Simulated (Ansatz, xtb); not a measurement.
**C3H6OSi: which of two isomers lies lower**

Structure I: `CC#C[SiH2]O`, a singlet. Structure II: `C1=CO[SiH2]C1`, a singlet. Both are isolated molecules in the gas phase, relaxed with PBE0-D3(BJ)/def2-SVP; the shapes shown needn't be the lowest conformers.

I (Å):

```yaml
atoms:
  - { symbol: C, position_ang: [1.0624, -2.7984, 1.5694] }
  - { symbol: C, position_ang: [0.4198, -1.6002, 1.0639] }
  - { symbol: C, position_ang: [-0.1274, -0.5951, 0.6412] }
  - { symbol: O, position_ang: [-0.3351, 1.3276, -1.5010] }
  - { symbol: Si, position_ang: [-0.9295, 0.9188, -0.0006] }
  - { symbol: H, position_ang: [1.8947, -2.5479, 2.2455] }
  - { symbol: H, position_ang: [0.3461, -3.4198, 2.1292] }
  - { symbol: H, position_ang: [1.4647, -3.4076, 0.7449] }
  - { symbol: H, position_ang: [-2.3856, 0.6920, -0.1881] }
  - { symbol: H, position_ang: [-0.7064, 2.0086, 0.9971] }
  - { symbol: H, position_ang: [0.6227, 1.3542, -1.5818] }
```

II (Å):

```xyz
11

C     0.1255   -1.2489    0.3670
C    -0.3292   -1.2162    1.6281
C     0.1367    0.0754   -0.3602
O    -0.7413   -0.0353    2.1662
Si   -0.5556    1.1996    0.9980
H     0.4641   -2.1773   -0.0973
H    -0.4091   -2.0729    2.3027
H    -1.8787    1.8226    0.7105
H     0.3769    2.2422    1.5127
H     1.1503    0.3681   -0.6835
H    -0.4923    0.0615   -1.2669
```

Q: Estimate which is lower in electronic energy at CCSD(T)/def2-SVP + ΔMP2/def2-TZVPP, and by roughly how much.

A: The CCSD(T)/def2-SVP + ΔMP2/def2-TZVPP calculation puts structure II lower, by 30.4 kJ/mol.

How the difference moves with the method:

```csv
level,geometry,E(II) − E(I) (kJ/mol),departure from the last row (kJ/mol),"job, with rough time for the two"
GFN2-xTB,GFN2-xTB,−91.5,−61.1,"optimisation, 0.23 s"
HF/STO-3G,GFN2-xTB,−168.9,−138.6,"single point, 0.57 s"
r2SCAN-D4/def2-SVP,GFN2-xTB,−63.0,−32.7,"single point, 3.8 s"
PBE0-D3(BJ)/def2-SVP,PBE0-D3(BJ)/def2-SVP,−77.6,−47.2,"optimisation, 2.9 min"
HF/def2-SVP,PBE0-D3(BJ)/def2-SVP,−29.3,+1.0,part of the CCSD(T) run
MP2/def2-SVP,PBE0-D3(BJ)/def2-SVP,−35.3,−5.0,part of the CCSD(T) run
CCSD(T)/def2-SVP,PBE0-D3(BJ)/def2-SVP,−45.6,−15.2,single point
CCSD(T)/def2-SVP + ΔMP2/def2-TZVPP,PBE0-D3(BJ)/def2-SVP,−30.4,,"single point, 36 s"
```

As drawn, II has 1 C=C, 1 C–O, 1 C–H in place of 1 C≡C, 1 O–H. Structure I has no ring, II a 5-membered ring.

The levels shown agree on the order. The largest departure from CCSD(T)/def2-SVP + ΔMP2/def2-TZVPP is that of HF/STO-3G, 138.6 kJ/mol. The last row adds to CCSD(T) the change of the MP2 difference between the two basis sets, here +15.2 kJ/mol, a large step that makes the value less sure.

With harmonic frequencies from PBE0-D3(BJ)/def2-SVP (ideal gas, rigid rotor, one conformer each, 298.15 K, 1 atm): on the last row, ΔE + ΔZPE = −21.9 kJ/mol. A mode under 50 cm⁻¹ makes harmonic enthalpies and free energies unreliable, so none is given.

The correlated steps freeze 9 core orbitals. Run with Ansatz 0.2.0, xtb 6.7.1; the last row on 2 threads of Intel(R) Xeon(R) Processor @ 2.70GHz on a shared host.

The cyclic enol ether II lies below the alkynylsilanol I, mainly because ring closure exchanges the second π bond of the alkyne for σ bonding. Both isomers keep their Si–O and Si–C links, so the strength of the Si–O bond itself doesn't decide the order. Giving up a strong O–H bond for a weaker C–H bond offsets part of the gain, as does whatever strain the five-membered ring carries, while donation from the oxygen lone pair into the C=C bond probably helps II.

The close agreement of HF/def2-SVP with the final value is a cancellation: in that basis correlation favours II, and the larger basis then shifts the balance back towards I. Zero-point energy narrows the gap to −21.9 kJ/mol without reversing it, which suggests a stiffer skeleton in the ring. Entropy should also favour the open chain, with its freer internal rotations, so II's advantage in free energy probably shrinks on heating. The energy order says nothing about how readily I would cyclise, since that also requires hydrogen migration.
